**Q:** I would have bet that KZnCl3 widens its gap when the crystal is stretched equally along all three axes. Longer bonds mean less overlap, less overlap means narrower bands, and narrower bands leave more room between them. Do the calculations bear that out?

KZnCl3 as a cubic perovskite (Pm-3m, 5 atoms) under hydrostatic strain, given per length from the r2SCAN-relaxed cell (a = 4.900 Å). Ansatz 0.2.0, plane-wave PAW, no spin polarisation; k mesh 4×4×4 for HSE06, 6×6×6 for PBE and r2SCAN; cutoff 420 eV for HSE06 and PBE, 500 eV for r2SCAN. Changes are relative to the unstrained cell in the same functional.

```tsv
functional	strain (%)	band gap (eV)	band gap change (eV)	least direct gap change (eV)
HSE06	2.5	2.828	-0.278	-0.323
HSE06	3	2.773	-0.333	-0.387
PBE	2.5	1.358	-0.253	-0.293
PBE	3	1.309	-0.302	-0.350
r2SCAN	2.5	2.005	-0.262	-0.303
r2SCAN	3	1.953	-0.314	-0.363
```

**A:** They show the opposite: the gap shrinks in every row. The strain is the relative lengthening of each cell edge, and the band gap change is counted from the unstrained cell in the same functional. Stretching by 3 % costs about 0.3 eV. Your argument quietly assumes that the centres of the bands stay where they are while the bands narrow, and that is where it breaks.

**Q:** So is there no narrowing at all?

**A:** There is, and the table lets you see it in the valence band. The highest valence level lies at R, the corner of the Brillouin zone, while the conduction minimum and the least direct gap lie at Γ, its centre. The two gaps therefore share their upper edge and differ only in the valence level from which they are counted. Since the direct gap falls more, the valence levels at R and Γ must be moving closer to each other. In HSE06 at 3 % they approach by 0.054 eV, while the direct gap falls by 0.387 eV. So the narrowing you expected is there at the valence top, but in each row it takes back only about a seventh of the fall of the direct gap.

**Q:** Then what pulls the two bands towards each other?

**A:** Start from the limit of ions very far apart. A free Zn²⁺ ion gains roughly 18 eV by taking up an electron, while removing one from a free Cl⁻ ion costs only about 4 eV (rough recalled values). The empty zinc level then lies below the filled chlorine level, so the gap is turned upside down. In the crystal the surrounding ions set it right: negative neighbours raise the levels of zinc, and positive neighbours lower those of chlorine. Expansion weakens this support and takes a small step towards the far limit.

Overlap works in the same direction, through the conduction edge. At Γ, a zinc 4s orbital meets chlorine 3p lobes of opposite sign on its two sides, so that mixing cancels. It can still mix with chlorine 3s, which lies far below and pushes it upwards as the antibonding partner. A longer bond weakens the push, and the edge sinks towards the valence top, which is mainly chlorine 3p.

A stretched H₂ molecule shows the same thing in its simplest form: its empty antibonding level comes down as the atoms separate. The likeness covers only the upper edge. In H₂ the filled bonding level rises to meet it, whereas here the bonding partner lies deep below the valence top and doesn't set the gap.

**Q:** Which matters more, the ionic potentials or the antibonding push?

**A:** These numbers can't decide. The Coulomb energy of two unit charges at the Zn–Cl distance falls by about 0.2 eV at 3 % strain, which is of the same order as the change of the gap. That makes the ionic part too large to ignore, but the pair doesn't measure its size. A whole lattice of point ions with full formal charges would give several times as much, while real ions carry less charge and their orbitals spread out. Both effects weaken smoothly with distance, and over so short a range they look alike. The orbital picture itself rests on symmetry and chemistry, not on a projection of the computed states.

**Q:** The functionals disagree badly on the gap itself. Without strain, HSE06 gives almost twice the PBE value. Shouldn't its strain effect be twice as large too?

**A:** It would be if a functional acted like a stretch factor on the gap. The other simple possibility is that it adds an offset that hardly depends on bond length. Write $E_F(s)$ for the gap in functional $F$ at strain $s$, and $C_F$ for the offset from PBE:

$$E_F(s)=E_{\mathrm{PBE}}(s)+C_F .$$

Subtract the same equation at $s=0$, and $C_F$ drops out. All functionals should then give the same change, however far apart their gaps are.

**Q:** Can you put that to the test on one row?

**A:** Take HSE06 at 3 % and use only the PBE change, −0.302 eV. The offset picture carries it over as it stands. The stretch picture multiplies it by the ratio of the unstrained gaps, 1.93, and arrives at −0.58 eV. HSE06 itself gives −0.333 eV. The offset picture thus falls short by about 9 % of the HSE06 change, while the stretch picture overshoots by about 75 %.

The same verdict comes from all six rows together, as the output below shows. One common slope, fitted to them with no change at zero strain, is about −0.106 eV per percent and has a typical miss of 0.012 eV. A slope proportional to the unstrained gap, fitted to the same rows, misses by about five times as much.

**Q:** Why should the offset be so indifferent to bond length?

**A:** PBE places the filled chlorine levels too close to the empty zinc level. The share of exact exchange in HSE06 moves them apart, though in strongly ionic chlorides often not far enough. The size of this shift depends mainly on what kind of orbitals form the two edges. A stretch of a few percent hardly changes their kind. The ionic potentials and the overlap do change, but every functional contains them in nearly the same form. That is an argument from theory; the numbers show only its consequence.

The offset isn't perfectly rigid in these runs, where the HSE06 gap falls slightly faster than the PBE gap. Part of that could come from the coarser k mesh used for HSE06. The still smaller difference between PBE and r2SCAN shouldn't be interpreted either, because their plane-wave cutoffs differ.

**Q:** I have to estimate how a gap drifts when a part expands. Is the cheap functional good enough?

**A:** For this cell and these two expansions, PBE and r2SCAN both give the drift to within about a tenth of the HSE06 value. Take the gap itself from a better level and add the drift. The cell is an idealised cubic one, however, in which the chlorine octahedra can't tilt, and zinc in chlorides usually prefers four neighbours to six. In a real sample such rearrangements, as well as thermal vibrations, could change the gap too.

**Q:** And if I replace zinc by another metal?

**A:** Ask first which orbitals form the edges. The reasoning here needs an empty metal s level above a chlorine p valence top. In the lead halide perovskites the valence top is itself antibonding, between filled lead 6s and halogen p orbitals. Stretching lowers that edge strongly, and their gap is known to widen, as you expected here.

Printed output of the fit:

```
Gap under expansion:
     row  unstrained gap eV  change per percent strain meV  change in percent of gap  valence R-Gamma narrowing meV  narrowing in percent of direct fall
   HSE06              3.106                         -111.2                     -8.95                             45                                13.93
   HSE06              3.106                           -111                    -10.72                             54                                13.95
     PBE              1.611                         -101.2                     -15.7                             40                                13.65
     PBE              1.611                         -100.7                    -18.75                             48                                13.71
  r2SCAN              2.267                         -104.8                    -11.56                             41                                13.53
  r2SCAN              2.267                         -104.7                    -13.85                             49                                 13.5
Unstrained gap, HSE06 over PBE (ratio): 1.928
Gap change at 3 %, HSE06 over PBE (ratio): 1.103
HSE06 gap less PBE gap, unstrained (eV): 1.495
HSE06 gap less PBE gap, at 3 % (eV): 1.464
r2SCAN gap less PBE gap, unstrained (eV): 0.656
r2SCAN gap less PBE gap, at 3 % (eV): 0.644
HSE06 change at 3 % if PBE change scales with the gap (eV): -0.5823
r2SCAN change at 3 % if PBE change scales with the gap (eV): -0.425
Fall of Coulomb energy of two unit charges at the Zn-Cl distance, 3 % (eV): 0.1712
fit of band_gap_change on 6 rows: coefficient of strain -0.1056 +/- 0.0019; rms 0.0116, worst HSE06 0.0163, leave-one-out rms 0.0141
fit of band_gap_change on 6 rows: coefficient of scaled_strain -0.04286 +/- 0.0042; rms 0.0629, worst PBE 0.0949, leave-one-out rms 0.0754
```
